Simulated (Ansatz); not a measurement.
**Si2NH7 (SMILES [SiH3]N[SiH3]): methods side by side**

Si2NH7 has 10 atoms, charge 0, and is taken as a singlet. SMILES: `[SiH3]N[SiH3]`. The shape was relaxed beforehand at r2SCAN/def2-SVP.

```xyz
10

Si   -1.0553    0.7696   -0.8904
N     0.1164    0.4982    0.3709
Si    1.0092   -0.9455    0.7657
H    -1.3936   -0.5586   -1.4764
H    -0.5453    1.6617   -1.9803
H    -2.2930    1.4103   -0.3465
H     0.3626    1.3229    0.9180
H     0.4188   -2.0634   -0.0241
H     0.9135   -1.2552    2.2263
H     2.4667   -0.8400    0.4370
```

Each level gives the dissociation energy of the N2–Si1 bond into doublet SiNH4 and doublet SiH3 (shapes relaxed at r2SCAN/def2-SVP, no zero-point term) (eV). The values are calculated.

| level | kind | program | value (eV) | CPU time (all runs) |
| --- | --- | --- | --- | --- |
| HF/def2-TZVP | Hartree–Fock | Ansatz | 3.65 | 2.7 s |
| SVWN5/def2-TZVP | LDA | Ansatz | 5.30 | 2.4 s |
| PBE/def2-TZVP | GGA | Ansatz | 4.55 | 4.6 s |
| r2SCAN/def2-TZVP | meta-GGA | Ansatz | 4.52 | 7.8 s |
| PBE0-D4/def2-TZVP | global hybrid | Ansatz | 4.68 | 5 s |
| wB97M-V/def2-TZVP | range-separated hybrid | Ansatz | 4.92 | 17 s |
| MP2/def2-TZVP | perturbation theory | Ansatz | 5.09 | 3.7 s |

The values span 3.65 to 5.30 eV. Hartree–Fock misses the correlation of the electron pair that is broken and comes out low. Measured bond enthalpies also hold zero-point and thermal terms, a few tenths of an eV less. CPU times are rough (shared hosts, several kinds of processor): they show what a rung costs within a factor of a few.

All the levels describe a strong Si–N single bond, and even the semilocal functionals PBE and r2SCAN, at 4.55 and 4.52 eV, leave homolysis costly. The strength comes largely from the electronegativity difference: the bonding pair is drawn towards nitrogen, which adds electrostatic attraction to the covalent overlap. The nearly planar nitrogen and wide Si–N–Si angle in the listed geometry fit donation of the nitrogen lone pair into Si–H antibonding orbitals, which probably adds some further stabilisation; silicon d orbitals need not be invoked.

The rise to 4.92 eV with wB97M-V and 5.09 eV with MP2 may reflect a different balance between the closed-shell molecule and its two radicals. The near agreement of PBE and r2SCAN is therefore no proof of accuracy, and the spread doesn't by itself identify the best value. Nor does a high homolytic dissociation energy imply resistance to hydrolysis, since silazanes can react through nucleophilic attack at silicon and protonation at nitrogen without forming free radicals.
